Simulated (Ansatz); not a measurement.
# Energies of six collinear magnetic orders of cubic Fe3Ge in PBEsol, and a Heisenberg model of one to three neighbour shells

A strong magnet made from iron and a main-group element needs iron moments that mostly point the same way, and turning some of them round must cost enough energy. For Fe3Ge in the Cu3Au structure, the question is which collinear order lies lowest, and whether a few pair couplings between Fe atoms reproduce the energies of the others. Six orders are calculated with PBEsol at fixed atomic positions. Each energy is given per Fe atom relative to the parallel order, so a positive value means a less stable order. The couplings matter beyond this table, because models of magnetic ordering at finite temperature are built on them.

## How the numbers were made

One system, Fe3Ge (Cu3Au-type, Pm-3m), 4 atom(s) a primitive cell, from cells of the Materials Project database (relaxed there by DFT). Ansatz 0.2.0, plane waves with default PAW datasets, cutoff 420 eV, Fermi-Dirac smearing of 0.1 eV, k meshes whose coarsest spacing along a reciprocal vector is 0.17 to 0.30 1/Å over all runs (2π included). Functional: PBEsol, no Hubbard U; collinear spins, no spin-orbit coupling. Atoms are fixed. Each order is started from typed moments on Fe, in the primitive cell or in a cell doubled at wavevector q (fractions of the primitive reciprocal vectors), on meshes of about the same density or denser; only runs that kept their pattern of signs are listed. Runs that did not converge or carry a known fault are not listed. The same in all rows: metal or insulator in the row's run, judged by its smearing entropy or density of states at the Fermi energy (a gap under a few smearing widths counts as a metal): metal.

Notes on method and selection:

- In a Heisenberg model with E = -sum over ordered pairs of J e_i.e_j, the energy per magnetic atom is E0 less the sum over shells of J times the listed sum; further shells and changes of moment size are outside it.
- Each state is what a run reaches from typed starting moments; only a few collinear orders were started, so the lowest found need not be the ground state. Spin-orbit coupling is left out of these energies, which are free energies at the smearing width. A magnetic atom is one that was given a starting moment.
- Site moments count the spin inside each program's own atomic sphere, so they depend somewhat on its radius and leave out the spin between the spheres.
- Ansatz's own search for a lower self-consistent state was switched off in these runs, so a run may rest in a state that is not the lowest for its pattern of moments.
- The shell on the horizontal axis is the one of the three whose sum correlates best with the energies.
- Runs that did not converge, have known faults or may not be shown are not listed, and runs on Ansatz's PAW sets soft_1 and soft_2 are kept to separate tables.

Columns:

- shell at 2.59 Å: sum of e_i.e_j over the 8 Fe neighbours at 2.59 Å, mean over magnetic atoms (+1 parallel, -1 opposed).
- shell at 3.66 Å: sum of e_i.e_j over the 6 Fe neighbours at 3.66 Å, mean over magnetic atoms (+1 parallel, -1 opposed).
- shell at 4.48 Å: sum of e_i.e_j over the 16 Fe neighbours at 4.48 Å, mean over magnetic atoms (+1 parallel, -1 opposed).
- moment (μB): largest site spin moment.
- net moment (μB): size of the net spin moment per magnetic atom.
- energy (meV): energy less that of the parallel order, per magnetic atom.

## Results

| member | shell at 2.59 Å | shell at 3.66 Å | shell at 4.48 Å | moment (μB) | net moment (μB) | energy (meV) |
| --- | --- | --- | --- | --- | --- | --- |
| opposed q=(0,0,1/2) +-+--+ | −2.67 | 2 | 5.33 | 2.03 | 0.00 | 173.8 |
| partly opposed ++- | −2.67 | 6 | −5.33 | 2.06 | 0.74 | 187.7 |
| opposed q=(0,1/2,1/2) +-+-+- | 0.00 | −2 | 0.00 | 2.12 | 0.00 | 128.2 |
| opposed q=(1/2,1/2,1/2) +-+-+- | 0.00 | −6 | 0.00 | 2.02 | 0.00 | 135.6 |
| opposed q=(0,0,1/2) +-+-+- | 2.67 | 2 | −5.33 | 2.20 | 0.00 | 93.8 |
| parallel +++ | 8.00 | 6 | 16.00 | 2.21 | 2.15 | 0.0 |

Least-squares fits to the whole series, with x = shell at 2.59 Å; R² and errors in the fitted variable (y, or ln y where the fit is in ln y):

| y | members | fit | R² | rms residual | leave-one-out rms | the same for the mean of the others |
| --- | --- | --- | --- | --- | --- | --- |
| energy (meV) | 6 | y = 134.8 − 16.78 x | 0.99 | 5.1 | 7.2 | 74 |

## What drives the series

The parallel order is the lowest of the six. The next, q=(0,0,1/2) +-+-+-, lies 93.8 meV per Fe above it, and the partly opposed order is highest at 187.7 meV. This agrees with the known ferromagnetism of the cubic phase.

The simplest model rests on three assumptions: every Fe moment has the same fixed length, the energy is a sum over pairs, and only the nearest Fe neighbours, at 2.59 Å, interact. With directions e = +1 or −1 and each pair counted in both orders, the total energy is a constant minus the sum of J₁ eᵢeⱼ. Dividing by the number of Fe atoms gives

E = E₀ − J₁S₁,

where S₁ is the tabulated sum over the eight nearest neighbours. The energy should therefore fall on a straight line in S₁ with slope −J₁. The fit gives J₁ = 16.78 meV, positive and so favouring parallel neighbours. If each bond is counted once, the coupling is 2 × 16.78 = 33.56 meV.

S₁ has a floor. Nearest-neighbour Fe atoms form triangles, and at most two of a triangle's three bonds can join opposed moments. The mean of eᵢeⱼ over bonds is then at least −1/3, and S₁ at least −8/3 = −2.67. The two highest orders both sit at this floor.

A likely origin of the positive sign is band energy: with the majority d states nearly full, minority electrons spread more easily between neighbours whose moments are parallel. The columns do not test this.

Adding the shells at 3.66 and 4.48 Å and fitting all six energies by least squares gives

J₁ ≈ 16 meV, J₂ ≈ −0.6 meV (at 3.66 Å) and J₃ ≈ 0.6 meV (at 4.48 Å).

The rms residual falls only from 5.1 to 3.3 meV, at the price of four constants for six energies. The nearest shell carries nearly all of the trend.

## Fixing and testing the model

The two constants of the one-shell model can be fixed on the parallel order and on q=(1/2,1/2,1/2) +-+-+-. The second has S₁ = 0, so its energy is E₀ itself:

E₀ = 135.6 meV.

The parallel order has S₁ = 8.00 and zero energy, which gives

J₁ = (135.6 − 0.0) / 8.00 = 16.95 meV.

The other four orders then follow without further adjustment.

- **q=(0,0,1/2) +-+-+-**, S₁ = 2.67: 135.6 − 16.95 × 2.67 = 90.3 meV. The table has 93.8, a difference of 93.8 − 90.3 = 3.5 meV.
- **q=(0,1/2,1/2) +-+-+-**, S₁ = 0: 135.6 − 16.95 × 0 = 135.6 meV. The table has 128.2, which is lower by 135.6 − 128.2 = 7.4 meV.
- **q=(0,0,1/2) +-+--+**, S₁ = −2.67: 135.6 + 16.95 × 2.67 = 180.9 meV. The table has 173.8, which is lower by 180.9 − 173.8 = 7.1 meV.
- **partly opposed ++-**, S₁ = −2.67: again 180.9 meV. The table has 187.7, which is higher by 187.7 − 180.9 = 6.8 meV.

The largest miss is 7.4 meV, while the four energies themselves span 187.7 − 93.8 = 93.9 meV. Two calculated orders are therefore enough to place the rest in the right groups: one near 90 meV, one near 130 meV and two near 180 meV. The sequence inside a group is beyond the model.

## Outliers

Largest departures from the fit to the whole series:

| member | energy (meV) | fit | computed − fit | in rms residuals |
| --- | --- | --- | --- | --- |
| partly opposed ++- | 187.7 | 179.6 | +8.1 | 1.6 |
| opposed q=(0,1/2,1/2) +-+-+- | 128.2 | 134.8 | −6.6 | 1.3 |
| opposed q=(0,0,1/2) +-+--+ | 173.8 | 179.6 | −5.8 | 1.1 |
| opposed q=(0,0,1/2) +-+-+- | 93.8 | 90.0 | +3.8 | 0.7 |

The one-shell model gives equal energies to orders with equal S₁. In the table, the two orders at S₁ = −2.67 differ by 187.7 − 173.8 = 13.9 meV, and the two at S₁ = 0 by 135.6 − 128.2 = 7.4 meV.

Two more shells do not repair this reliably. If their four constants are fixed on the four orders other than parallel and q=(0,1/2,1/2), eliminating the constants predicts those two:

- q=(0,1/2,1/2): (173.8 + 93.8 + 2 × 135.6) / 4 = 134.7 meV, against 128.2.
- parallel: 3 × 173.8 − 3 × 187.7 − 2 × 135.6 + 3 × 93.8 = −31.5 meV, against 0.

A one-shell line fitted to the five other orders puts the parallel order within roughly 2 meV of its true zero. The small outer couplings are thus poorly determined.

The fixed moment length, the cut-off in distance or the restriction to pair terms may be at fault. The largest moment varies from 2.02 to 2.21 μB, and in four of the orders the Fe sites are unequal. The largest moment alone does not sort the departures: the partly opposed order, with 2.06 μB, lies above the one-shell fit, q=(0,1/2,1/2), with 2.12 μB, lies below it, and q=(0,0,1/2) +-+-+-, with 2.20 μB, lies above it again.

## Conclusions

Among these six orders the parallel one is lowest by a wide margin, and one nearest-neighbour coupling reproduces the energies to about 7 meV per Fe when each order is left out in turn, against 74 meV for the mean of the others. Three shells fit slightly closer but predict less safely.

Two omitted effects, cell relaxation and spin-orbit coupling, are expected to be small against the spread of the table. Relaxing the cell separately for each order would probably lower the opposed orders by several meV. If it lowered them unequally, the sequence within a group might change. Spin-orbit coupling should matter less, typically below 1 meV per Fe in a cubic 3d metal.
